Dear colleague,

Slow hydrogen atoms are reflected by the purely attractive potential in front of your gold mirror with a probability that tends to one as the normal velocity tends to zero, $R\simeq 1-4k\beta_4$. Here are the derivation, its limits, and a number.

**Premises**

1. The mirror is flat and uniform, so motion along it separates. The atom, of mass $m$, is at height $z>0$ with normal energy $E=\hbar^2k^2/2m$. The time factor is $e^{-iEt/\hbar}$.
2. The potential is the retarded Casimir–Polder tail $V=-C_4/z^4$.
3. An atom that reaches the surface never returns to the specular channel (full absorption).

With $\beta_4=\sqrt{2mC_4}/\hbar$, a length, written $\beta$ below,
$$\psi''+F\psi=0,\qquad F=k^2+\frac{\beta^2}{z^4}.\tag{1}$$
Far away $\psi\to e^{-ikz}+r\,e^{ikz}$, and $R=|r|^2$. Measuring $z$ in units of $\beta$ shows that $r$ depends on $k\beta$ alone.

**WKB waves and the badlands**

Since $F>0$ everywhere, there is no turning point and no classical reflection. The WKB waves are $\psi_\pm=Ae^{\pm i\phi}$ with $A=F^{-1/4}$, $\phi'=F^{1/2}=A^{-2}$. In $\psi_\pm''$ the terms $\pm i(2A'\phi'+A\phi'')$ cancel, leaving $\psi_\pm''=(A''/A-F)\psi_\pm$, or
$$\psi_\pm''+F(1+Q)\psi_\pm=0,\qquad Q=-A^3A''.$$
This differs from (1) only through the badlands function $Q$. Where $|Q|\ll1$ the two waves propagate almost independently, so conversion of one into the other needs a region of appreciable $Q$. With $D=\beta^2+k^2z^4$ we have $A=zD^{-1/4}$, $A'=\beta^2D^{-5/4}$ and $A''=-5\beta^2k^2z^3D^{-9/4}$, so
$$Q=\frac{5\beta^2k^2z^6}{(\beta^2+k^2z^4)^3}=\frac{5}{k\beta}\,\frac{1}{(u^2+u^{-2})^3},\qquad u=\frac{z}{z_b},\quad z_b=\sqrt{\beta/k}.\tag{2}$$
Because $u^2+u^{-2}$ is least at $u=1$, $Q$ peaks at $z_b$, where $k^2=\beta^2/z^4$, that is $|V|=E$ exactly, with height $5/(8k\beta)$. For $k\beta\gg1$ the peak is low and reflection is weak; for $k\beta\ll1$ WKB fails over a wide band around $z_b$. Also $Q\to0$ for $z\to0$ and $z\to\infty$. At both ends "inward" and "outward" are therefore sharply defined, and premise 3 becomes a boundary condition: only the inward wave is present as $z\to0$.

**Zero-energy solution**

Put $k=0$, $x=1/z$, $\psi=z\,g(x)$. Then $\psi'=g-xg_x$ and $\psi''=x^3g_{xx}$, so (1) becomes $g_{xx}+\beta^2g=0$, with $\psi=ze^{\pm i\beta/z}$. These are the WKB waves themselves, as $Q$ vanishes identically at $k=0$. The current selects the sign. For $\psi_0=ze^{+i\beta/z}$,
$$j=\frac{\hbar}{m}\,\mathrm{Im}(\psi_0^*\psi_0')=\frac{\hbar}{m}z^2\left(-\frac{\beta}{z^2}\right)=-\frac{\hbar\beta}{m},$$
which flows toward the wall. The scattering length is defined by $\psi\to\text{const}\times(z-a)$ at large $z$; since $zg(1/z)\to zg(0)+g_x(0)$,
$$a=-\frac{g_x(0)}{g(0)}=-i\beta.\tag{3}$$
I write $b=-\mathrm{Im}\,a$, here $b=\beta$.

**Threshold law**

At small $k$ the term $k^2\psi$ alters $\psi_0$ by a relative amount of order $(kz)^2$, so $\psi_0$ holds for $z\ll1/k$. The potential beyond $z$ alters a free solution by a relative amount of order $\int_z^\infty z'(\beta^2/z'^4)\,dz'\sim\beta^2/z^2$, so the free form holds for $z\gg\beta$. For $k\beta\ll1$ the ranges overlap, and at $z=z_b$ both small quantities equal $k\beta$. Write the free form as $\sin(kz+\delta)$, proportional to $e^{-ikz}-e^{2i\delta}e^{ikz}$, so that
$$r=-e^{2i\delta},\qquad R=e^{-4\,\mathrm{Im}\,\delta}.$$
In the overlap $\sin(kz+\delta)\approx k(z+\delta/k)$ must be proportional to $z-a$, so $\delta=-ka=ik\beta$ to leading order, $r\simeq-(1-2k\beta)$, and
$$R=1-4k\beta_4+O\big((k\beta_4)^2\big).\tag{4}$$
Flux gives the factor 4 independently. In the overlap $\psi_0\approx z$ continues into $\sin(kz)/k$, whose incoming half has amplitude $1/2k$ and flux $(\hbar k/m)/4k^2$. The flux lost to the wall is $\hbar\beta/m$, and the ratio is $1-R=4k\beta$. The loss is small because the long outer wave nearly has a node at the mirror.

**Next orders**

Define a running phase by $\psi'/\psi=k\cot(kz+\delta(z))$. The logarithmic derivative $L$ obeys $L'=-F-L^2$; inserting the cotangent gives, exactly and for complex $\delta$,
$$\delta'=\frac{\beta^2}{kz^4}\sin^2(kz+\delta).\tag{5}$$
For $kz\ll1$, $\delta(z)=-ka_0(z)$ with
$$a_0(z)=z-\frac{\psi_0}{\psi_0'}=\frac{-i\beta}{1-i\beta/z},\qquad -\mathrm{Im}\,a_0=\frac{\beta}{1+\beta^2/z^2}.\tag{6}$$
On a finite interval the energy enters (1) as a regular perturbation in $k^2$, so the corrections to $\delta(z)$ there are of order $k^3$. Take $z_0$ in the overlap, where $\delta(z_0)\approx ik\beta-k\beta^2/z_0$, and integrate (5) outward with $\sin^2(kz+\delta)\approx\sin^2kz+\delta\sin2kz$. With $t=kz$ the first term gives
$$\frac{k\beta^2}{z_0}+(k\beta)^2\int_0^\infty\frac{\sin^2t-t^2}{t^4}\,dt=\frac{k\beta^2}{z_0}-\frac{\pi}{3}(k\beta)^2,$$
where moving the lower limit from $kz_0$ to 0 costs order $k^3$. The $z_0$ dependence cancels, and the second-order term is real: it shifts the phase of $r$ and leaves $R$ alone. In the second term, $2kz$ from $\sin2kz$ only completes the rise of $\mathrm{Im}\,\delta$ in (6), while the cubic part $-\tfrac43(kz)^3$ yields $\int dz/z$, cut off near $\beta$ and $1/k$, and contributes $ik\beta\cdot\tfrac43(k\beta)^2\ln(k\beta)$. Hence
$$R=\exp\left\{-4k\beta\left[1+\tfrac43(k\beta)^2\ln(k\beta)+O\big((k\beta)^2\big)\right]\right\}.\tag{7}$$
So $R=1-4k\beta+8(k\beta)^2+\dots$: the linear law overstates the loss $1-R$ by the fraction $2k\beta$, and $e^{-4k\beta}$ is correct through second order.

Equation (6) carries a warning. The badlands lie around $z_b\gg\beta$, but $b$ reaches half its value at $z=\beta$, whatever the energy. The shape of the potential matters there too.

**The potential of a gold mirror**

Take as given the zero-temperature Lifshitz formula for an atom of polarizability volume $\alpha'(i\xi)$, with $\kappa$ the decay constant of the field normal to the surface and $r_{TM}$, $r_{TE}$ the Fresnel amplitudes at imaginary frequency $\xi$:
$$V=-\frac{\hbar}{2\pi}\int_0^\infty d\xi\,\alpha'(i\xi)\int_{\xi/c}^\infty d\kappa\,e^{-2\kappa z}\left[\left(2\kappa^2-\frac{\xi^2}{c^2}\right)r_{TM}-\frac{\xi^2}{c^2}r_{TE}\right].$$
Set $\xi=c\kappa s$, $0<s<1$. For a perfect conductor ($r_{TM}=1$, $r_{TE}=-1$) and static $\alpha'_0$ the bracket is $2\kappa^2$ and the double integral is $c\int2\kappa^3e^{-2\kappa z}d\kappa=3c/4z^4$, so
$$C_4=\frac{3\hbar c\,\alpha'_0}{8\pi}.$$
Two corrections follow.

(i) For a plasma metal, $\epsilon=1+\omega_p^2/\xi^2$, with penetration depth $d_p=c/\omega_p$. Then $\kappa_m=(\kappa^2+d_p^{-2})^{1/2}\approx1/d_p$, and $r_{TE}=(\kappa-\kappa_m)/(\kappa+\kappa_m)\approx-1+2\kappa d_p$, $r_{TM}=(\epsilon\kappa-\kappa_m)/(\epsilon\kappa+\kappa_m)\approx1-2\kappa d_ps^2$. The bracket changes by $-2d_p\kappa^3(3s^2-s^4)$, whose $s$ integral is $-\tfrac85d_p\kappa^3$; the $\kappa$ integral then gives $-\tfrac65cd_p/z^5$, a relative change $-\tfrac85d_p/z$.

(ii) With $\alpha'(i\xi)\approx\alpha'_0(1-\xi^2/\omega_a^2)$ and $d_a=c/\omega_a$, the change is $-\tfrac13cd_a^2\int2\kappa^5e^{-2\kappa z}d\kappa=-\tfrac54cd_a^2/z^6$, relatively $-\tfrac53d_a^2/z^2$.

To see their effect write $V=-C_4f(x)/z^4$, $f(0)=1$, so that $g_{xx}+\beta^2fg=0$. For $w=g_x/g$, which obeys $w_x+w^2+\beta^2f=0$, the expansion in powers of $1/\beta$ gives $w_0=i\beta\sqrt f$, $w_1=-f_x/4f$, $w_2=-(w_{1,x}+w_1^2)/2w_0$. With $a=-w(0)$ from (3), and derivatives at $x=0$,
$$\mathrm{Re}\,a\approx\frac{f_x}{4},\qquad b\approx\beta\left[1+\frac{5f_x^2-4f_{xx}}{32\beta^2}\right].\tag{8}$$
A $1/z$ correction thus reaches $b$ only in second order. Correction (ii) raises $b$, formally by the fraction $\tfrac5{12}(d_a/\beta)^2$. The threshold law survives as $1-R=4kb$.

For (i) a soluble interpolation is $f=1/(1+\ell x)$, $\ell=\tfrac85d_p$, that is $V=-C_4/[z^3(z+\ell)]$. It has the right first-order term and goes over to a $z^{-3}$ form near the wall; its second-order term is a property of the interpolation. With $\rho=\beta/\ell$ and $y=2\rho\sqrt{1+\ell x}$ the inward solution is $g=yH^{(1)}_1(y)$, which behaves as $e^{+iy}$. From $(yH_1)'=yH_0$ and $dy/dx=2\rho^2\ell/y$ follows $a=-\beta H^{(1)}_0(2\rho)/H^{(1)}_1(2\rho)$, and the Wronskian $J_1Y_0-J_0Y_1=2/\pi y$ gives
$$\frac{b}{\beta}=\frac{1}{\pi\rho\,[J_1^2(2\rho)+Y_1^2(2\rho)]}\approx1-\frac{3}{32\rho^2},\tag{9}$$
the last form, for large $\rho$, being that of (8).

**Range of validity**

- The linear law needs $2k\beta\ll1$; the exponential needs $(k\beta)^2|\ln k\beta|\ll1$.
- The identification $b=\beta_4$ needs $d_p$ and $d_a$ small against $\beta$. For H on Au this is marginal, as shown below.
- If an amplitude $\eta$ returns from the wall, $g=e^{i\beta x}+\eta e^{-i\beta x}$ and (3) gives $1-R=4k\beta(1-|\eta|^2)/|1+\eta|^2$. The linear rise in $k$ persists with another slope. The factor averages to one over a uniformly distributed phase of $\eta$, but on a surface with a well-defined $\eta$ it does not, and premise 3 is yours to test.
- At mirror temperature $T$ the tail changes form beyond about $\lambda_T=\hbar c/k_BT$, which by the overlap estimate alters $b$ by a fraction of order $(\beta/\lambda_T)^2$, up to a logarithm.
- Gravity is negligible if $1/k$ is small against the equivalent drop height $h=E/mg$.
- Patch potentials $U$ on grains of size $d$ give fields of order $U/d$ over a distance $d$ and a shift $\Delta V\sim\tfrac12\,4\pi\epsilon_0\alpha'_0(U/d)^2$. Its dimensionless strength $2m\Delta Vd^2/\hbar^2=4\pi\epsilon_0\alpha'_0mU^2/\hbar^2$ does not depend on $d$.

**A number for H on Au**

The inputs are the nonrelativistic static polarizability $\alpha'_0=4.5\,a_0^3$, $m=m_p+m_e=1837.15\,m_e$, $c=137.036$ atomic units, the typical values $\hbar\omega_p\approx9.0$ eV for gold and $\hbar\omega_a\approx11$ eV for hydrogen, and $g\approx9.81$ m/s$^2$. Then $C_4=73.6\,E_ha_0^4$ and $\beta_4=520\,a_0=27.52$ nm.

Choose a normal velocity of 10 cm/s: $E=52$ peV, $E/k_B=0.61\ \mu$K, $h=0.51$ mm, $k=1.587\ \mu\text{m}^{-1}$, $1/k=630$ nm, $k\beta=0.0437$. By (2) the badlands peak at $z_b=132$ nm with $Q=14.3$, and $Q>1$ from 61 to 284 nm. For the pure quartic tail $4k\beta=0.175$, so (4) gives $R=0.825$ and the exponential $R=0.840$; the linear law overstates the loss by about 9 per cent. The logarithm in (7) changes the exponent by the fraction $-0.008$ and $R$ by $+0.001$, and the unevaluated term scales as $(k\beta)^2=0.002$.

Temperature and gravity are harmless: at 300 K, $\lambda_T=7.6\ \mu$m and $(\beta/\lambda_T)^2=1.3\times10^{-5}$, and $1/kh=1.2\times10^{-3}$. The shape of the tail matters more. With $d_p=21.93$ nm, $\ell=35.08$ nm and $\rho=0.784$, equation (9) gives $b/\beta=0.89$, $b=24.5$ nm and $e^{-4kb}=0.86$. The exact reduction, 0.11, is smaller than the leading term $3/32\rho^2=0.15$, a sign that (8) serves only as a guide to size at such ratios. The atomic correction, with $d_a=17.9$ nm, is formally $+0.18$ and has the opposite sign. The two compete and cannot simply be added, so $b$ is fixed only to within a fraction of about 0.18 until the full Lifshitz potential is integrated; in $R$ that is $\pm0.03$. An illustrative patch potential of 0.1 V has strength 0.11, comparable in size, which argues for a clean single-facet surface. The model's reflection probability at 10 cm/s, for a flat, patch-free and fully absorbing gold mirror, is $R=0.84\pm0.03$.